Equivalent forms of the thermodynamic Grüneisen parameter

Statement

For a closed, homogeneous, single-phase body in equilibrium under hydrostatic pressure P, the thermodynamic Grüneisen parameter γ is the dimensionless state function given by any of four expressions, which are equal at every state:

(1) γ = V (∂P/∂U)_V
(2) γ = α K_T V / C_V
(3) γ = α K_S V / C_P
(4) γ = −(∂ ln T/∂ ln V)_S

They come with the relations

(5) C_P/C_V = K_S/K_T = 1 + αγT ≥ 1 and (∂T/∂P)_S = γT/K_S,

and in a stable phase γ has the sign of α. If, along the isentrope through the state (V0, T0), γ follows the power law γ = γ0 (V/V0)^q with constant q, the temperature on that isentrope is

(6) T = T0 exp[(γ0 − γ)/q] for q ≠ 0, and T = T0 (V0/V)^γ0 for q = 0.

One function γ(V) serves all isentropes if and only if the entropy depends on T and V only through T/θ(V) for some function θ(V). Otherwise γ0 and q belong to the chosen isentrope, and the exponent taken at constant S differs from the one taken at constant T:

(7) q_S = q_T − (∂γ/∂ ln T)_V, and (∂γ/∂ ln T)_V = (∂ ln C_V/∂ ln V)_S.

Conventions. U, S, V, C_V and C_P refer to the same fixed amount of matter, here one mole of atoms. α = (1/V)(∂V/∂T)_P is the volume expansion coefficient; for a cubic crystal α = 3α_L, with α_L the linear coefficient. K_T = −V(∂P/∂V)_T and K_S = −V(∂P/∂V)_S are the isothermal and adiabatic bulk moduli. C_V = T(∂S/∂T)_V and C_P = T(∂S/∂T)_P. q_S = (∂ ln|γ|/∂ ln V)_S and q_T = (∂ ln|γ|/∂ ln V)_T, defined where γ ≠ 0. Pressure is positive in compression.

Premises

(a) The equilibrium states form a two-parameter family, and between neighbouring states dU = T dS − P dV. Composition is fixed, and no electric, magnetic or surface work is done.
(b) U(S,V) is twice continuously differentiable, so mixed second derivatives of the potentials commute. Equation (7) needs third derivatives as well.
(c) T > 0 and the phase is strictly stable: C_V > 0 and K_T > 0. This makes (T,V), (T,P) and (S,V) equally valid coordinates.

No model of the lattice enters (1) to (7). A microscopic assumption appears only in Step 8 and in the illustration.

Derivation

Step 0. Maxwell relations. With F = U − TS and G = F + PV, premise (a) gives dF = −S dT − P dV and dG = −S dT + V dP. Commuting the mixed second derivatives of F, of G and of U yields in turn

(8) (∂S/∂V)_T = (∂P/∂T)_V, (∂S/∂P)_T = −(∂V/∂T)_P = −αV, (∂T/∂V)_S = −(∂P/∂S)_V.

Step 1. Thermal pressure. Regard V as a function of T and P. The definitions of α and K_T give dV/V = α dT − dP/K_T. Solved for dP this is

(9) dP = αK_T dT − K_T d ln V,

and setting dV = 0 gives (∂P/∂T)_V = αK_T.

Step 2. Form (1) equals form (2). At constant V premise (a) reduces to dU = T dS, so (∂U/∂T)_V = T(∂S/∂T)_V = C_V. On a line of constant V both P and U are functions of T alone, and U is strictly increasing since C_V > 0, so the chain rule applies:

V (∂P/∂U)_V = V (∂P/∂T)_V / (∂U/∂T)_V = αK_T V/C_V.

From here on γ denotes this common value, so αK_T V = γC_V.

Step 3. Form (2) equals form (4). Regard S as a function of T and V. The definition of C_V, the first relation (8) and Step 1 give dS = (C_V/T) dT + αK_T dV. With dT/T = d ln T, dV = V d ln V and αK_T V = γC_V this becomes

(10) dS = C_V (d ln T + γ d ln V).

On an isentrope dS = 0, and since C_V ≠ 0, d ln T = −γ d ln V, which is (4). Equation (10) also shows that γC_V = (∂S/∂ ln V)_T. A shorter route joins (1) to (4) directly: at constant V, dS = dU/T, so the third relation (8) reads (∂T/∂V)_S = −T(∂P/∂U)_V, and multiplication by −V/T gives −(∂ ln T/∂ ln V)_S = V(∂P/∂U)_V.

Step 4. Form (4) equals form (3). Regard S as a function of T and P. The definition of C_P and the second relation (8) give dS = (C_P/T) dT − αV dP, so on an isentrope (∂T/∂P)_S = αVT/C_P. Along the same isentrope the definition of K_S reads (∂P/∂ ln V)_S = −K_S. The chain rule along this one curve gives

(∂ ln T/∂ ln V)_S = (1/T)(∂T/∂P)_S (∂P/∂ ln V)_S = −αK_S V/C_P.

The left side is −γ by (4), which proves (3). The same line with −γ on the left gives (∂T/∂P)_S = γT/K_S, the second part of (5). All four forms are now shown equal.

Step 5. The ratios in (5) and the sign of γ. Evaluate (10) at constant P, where d ln V = α dT, and multiply by T/dT: C_P = C_V (1 + αγT). Evaluate (9) on an isentrope, where dT = −γT d ln V: dP = −K_T (1 + αγT) d ln V, hence K_S = K_T (1 + αγT). Neither step divides by α, so (5) also holds where α = 0. By (2), αγT = α²K_T VT/C_V, which premise (c) makes non-negative. A negative expansion coefficient therefore still gives C_P ≥ C_V and K_S ≥ K_T, with equality exactly where α vanishes. Since K_T V/C_V > 0, form (2) shows that γ and α have the same sign and the same zeros. Stability puts no restriction on that sign. For γ < 0 the forms say that heat added at fixed volume lowers the pressure, that the body shrinks on heating at fixed pressure, that its entropy rises on isothermal compression, and that it cools on adiabatic compression.

Step 6. The isentrope. Integrating (4) along the isentrope through (V0, T0) gives, exactly,

(11) ln(T/T0) = −∫ γ(S,V′) dV′/V′, taken from V0 to V at fixed S.

Insert γ = γ0 x^q with x = V′/V0 and dV′/V′ = dx/x. For q ≠ 0 the integral of x^(q−1) from 1 to V/V0 is [(V/V0)^q − 1]/q, so

ln(T/T0) = −γ0 [(V/V0)^q − 1]/q = (γ0 − γ)/q,

which is (6). For q = 0 the integral is ln(V/V0), so ln(T/T0) = −γ0 ln(V/V0); this is also the limit q → 0 of the first form. With ε = ln(V/V0), expansion of (V/V0)^q = exp(qε) gives

(12) ln(T/T0) = −γ0 ε (1 + qε/2 + q²ε²/6 + …).

The leading term does not contain q, and the first correction has relative size qε/2. Nothing in the step depends on the signs of γ0 and q. Because the integrand of (11) is taken at fixed S, the exponent in (6) is q_S.

Step 7. When γ depends on volume alone. Suppose γ = γ(V) in a region where every isentrope reaches V0. Define θ(V) by d ln θ/d ln V = −γ(V). Then (10) becomes dS = C_V d ln(T/θ). The ratio T/θ is constant on each isentrope and, as C_V > 0, increases with S, so S is a function of T/θ(V) alone. Conversely, if S = s(T/θ(V)) with s increasing, constant S means constant T/θ, and (4) gives γ = −d ln θ/d ln V, a function of V alone. In this case (1) integrates at fixed V to P − P_r(V) = [γ(V)/V][U − U_r(V)], where r labels any reference curve such as the zero-temperature isotherm. This is the Mie–Grüneisen equation of state.

In general γ = γ(T,V). Any state function X obeys, by the chain rule and (4),

(13) (∂X/∂ ln V)_S = (∂X/∂ ln V)_T − γ (∂X/∂ ln T)_V.

For X = ln|γ| the last term is γ (1/γ)(∂γ/∂ ln T)_V, which gives the first part of (7). For the second part, dS in (10) is an exact differential in ln T and ln V, so its cross derivatives agree:

(∂C_V/∂ ln V)_T = (∂(γC_V)/∂ ln T)_V = C_V (∂γ/∂ ln T)_V + γ (∂C_V/∂ ln T)_V.

Equation (13) with X = C_V removes the last term and leaves (∂C_V/∂ ln V)_S = C_V (∂γ/∂ ln T)_V. Division by C_V completes (7). So γ is independent of temperature exactly when C_V is constant along each isentrope.

Step 8. Several groups of excitations. Add one microscopic premise, the quasi-harmonic one: the entropy is a sum S = Σ S_i(y_i) with y_i = T/θ_i(V), one term for each group of vibrational modes, and γ_i = −d ln θ_i/d ln V. Then C_i = T(∂S_i/∂T)_V = y_i S_i′ and (∂S_i/∂ ln V)_T = y_i S_i′ γ_i = γ_i C_i. With γC_V = (∂S/∂ ln V)_T from Step 3,

(14) γ = Σ γ_i C_i / Σ C_i.

The thermodynamic γ is a heat-capacity-weighted mean of the mode parameters, and it depends on T whenever groups with different γ_i have heat capacities that are not in a fixed ratio. Take two groups, E and D, with constant γ_E and γ_D. Let w = C_E/C_V, Δ = γ_E − γ_D and n_i = d ln C_i/d ln y_i. Then γ = γ_D + wΔ, so dγ = Δ dw, and from w/(1 − w) = C_E/C_D it follows that dw = w(1 − w) d ln(C_E/C_D). Further d ln C_i = n_i (d ln T + γ_i d ln V). At constant V this gives

(15) (∂γ/∂ ln T)_V = w(1 − w) Δ (n_E − n_D).

At constant S, d ln T = −γ d ln V, and γ_E − γ = (1 − w)Δ, γ_D − γ = −wΔ, so

(16) (∂γ/∂ ln V)_S = w(1 − w) Δ² [(1 − w) n_E + w n_D].

The right side of (16) is positive for heat capacities that rise with T. With constant mode parameters q_S = (∂γ/∂ ln V)_S/γ therefore has the sign of γ, and it is large in magnitude where γ is small through cancellation between the groups.

Range of validity

Forms (1) to (5) are exact under premises (a) to (c), for solids and fluids, whatever carries the entropy. The limits are those of the premises.

Hydrostatic stress. In a cubic crystal the hydrostatic states of equal volume have equal shape, so C_V is also the heat capacity at fixed strain. In a crystal of lower symmetry the equations still hold among hydrostatic states, but the shape changes on heating at constant V, and C_V differs from the heat capacity of the clamped crystal. A film bonded to a substrate is not under hydrostatic stress and needs the tensor form of the theory.

Single phase. In the two-phase region of a first-order transition of a pure substance K_T = 0 while α and C_P diverge. Forms (2) and (3) survive only as limits, whereas (1) and (4) stay finite, with (∂P/∂T)_V the slope of the coexistence line. An isentrope cannot be carried across a phase boundary with one γ0 and q.

Reversibility. Forms (4), (6) and (11) describe changes that are fast compared with heat exchange with the surroundings and slow compared with internal equilibration. Plastic flow and friction produce entropy and are excluded.

Matching of data. Form (2) pairs K_T with C_V, and form (3) pairs K_S with C_P. A mixed pair changes γ by the factor 1 + αγT or its inverse. Form (3) is the usual working form, because calorimetry at fixed pressure gives C_P and sound velocities give K_S.

The power law. It is an interpolation formula and no consequence of thermodynamics. It cannot change sign, so it fails on an isentrope that crosses a zero of α, where q diverges while (∂γ/∂ ln V)_S stays finite and (11) remains valid. Near such a zero it represents γ only over |qε| ≪ 1, where it amounts to the linear term in (12). It may be carried from one isentrope to another only under the condition of Step 7.

Illustration: germanium at 30 K

Diamond-structure germanium typically contracts on heating between roughly 15 K and 40 K. The usual reading through (14) is that the transverse acoustic modes near the zone boundary, which soften under compression and so have γ_i < 0, carry much of the heat capacity in this range.

Inputs. T0 = 30 K. Approximate typical values at this temperature: α_L = −7×10⁻⁸ K⁻¹, good to one figure, C_P = 2.7 J/(mol K), and V = 13.6 cm³/mol. For K_S the compiled bulk modulus 75.8 GPa (Toher 2017, mostly room-temperature data) is used unchanged. The compiled C11 = 129 GPa and C12 = 48 GPa (Råsander 2015) give (C11 + 2C12)/3 = 75 GPa, about 1 per cent lower. This spread and the stiffening on cooling, typically a few per cent, are small beside the uncertainty of α_L. The crystal is taken as pure; with the compiled gap of 0.66 eV (Wing 2021, 300 K), E_g/(2k_B T) = 128, and thermally excited carriers add nothing to C_P.

The four forms. α = 3α_L = −2.1×10⁻⁷ K⁻¹ and K_S V = 1.03×10⁶ J/mol, so αK_S V = −0.216 J/(mol K), and form (3) gives γ0 = −0.216/2.7 = −0.080. The second figure is a working digit. Then αγT = 5×10⁻⁷, so C_P = C_V and K_S = K_T far within the accuracy of any input, and form (2) returns the same number. The thermal pressure coefficient is αK_T = −16 kPa/K. Form (1) gives (∂P/∂U)_V = γ0/V = −5.9 kPa per J/mol of heat added at fixed volume. From (5), (∂T/∂P)_S = γ0 T0/K_S = −32 mK/GPa.

A model for q. The data above do not fix q, and a two-group model supplies an estimate; three figures are carried as working digits. Group D holds the long-wave acoustic modes, with C_D = (12π⁴/5) R (T/θ_D)³ and n_D = 3. The compiled θ_D = 373 K (Råsander 2015) gives C_D = 1.01 J/(mol K), and the full Debye integral is only 0.5 per cent smaller. Its parameter is set to γ_D = 0.5, an approximate typical value for the T³ range. Group E is the remainder, C_E = 2.7 − 1.01 = 1.69 J/(mol K), so w = 0.626 and 1 − w = 0.374. It is treated as a set of Einstein oscillators with an assumed θ_E = 100 K, typical of the zone-boundary transverse modes. With x = θ_E/T = 3.33 the heat capacity per mole of oscillators is R x² e^x/(e^x − 1)², so C_E corresponds to 0.48 oscillators per atom, and its logarithmic derivative is n_E = x coth(x/2) − 2 = 1.58. The partition is meant only for temperatures near 30 K. γ_E is fitted so that (14) returns γ0: γ_E = (−0.216 − 0.505)/1.69 = −0.427, where 0.505 J/(mol K) is γ_D C_D. Hence Δ = −0.927.

Equation (15) gives (∂γ/∂ ln T)_V = 0.31, and (16) gives (∂γ/∂ ln V)_S = 0.497, so q_S = 0.497/(−0.080) = −6.2 and, by (7), q_T = −5.9. In the model γ is far from a function of volume alone: an isentrope that starts at 33 K instead of 30 K has γ0 higher by 0.31 × ln(1.1) = 0.030, more than a third of its magnitude. Equation (6) applies to one isentrope at a time.

The value of q is known to order of magnitude only. If the mode parameters themselves vary as V^(q_i), then dγ gains the term Σ (C_i/C_V) γ_i q_i d ln V, which after division by γ0 adds 3.3 q_E − 2.3 q_D to q. For q_E and q_D of order one this neglected term rivals the −6.2 that was kept.

The isentrope. Compress reversibly and adiabatically to V/V0 = 0.99, that is ε = −0.01005, which takes about −K_S ε = 0.8 GPa, well below the pressure of roughly 10 GPa at which the diamond structure typically gives way to a metallic phase. With q = −6.2, γ = −0.080 × 0.99^(−6.2) = −0.0851 and (γ0 − γ)/q = −8.3×10⁻⁴. Equation (6) gives, in working digits:

q = −6.2: T − T0 = −24.9 mK
q = 0: T − T0 = −24.1 mK
q = +1: T − T0 = −24.0 mK

Solving S(T,V) = S(T0,V0) directly for the two-group entropy, without the power law, gives −24.9 mK, so (6) with q = q_S follows the model's own isentrope at this compression. As (12) predicts, each unit of q shifts the result by |ε|/2 = 0.5 per cent; the first two rows differ by 3 per cent, and the poorly known q matters less than the single figure of α_L.

The model's result is a cooling of about 25 mK from 30 K for a 1 per cent adiabatic compression. The inputs α_L and C_P were chosen to reproduce the typical behaviour of germanium at this temperature, so the sign and size of γ0 are built in, and the number tests neither the material nor the partition into two groups. It is proportional to α_L and changes sign where α_L does, outside the interval of negative expansion.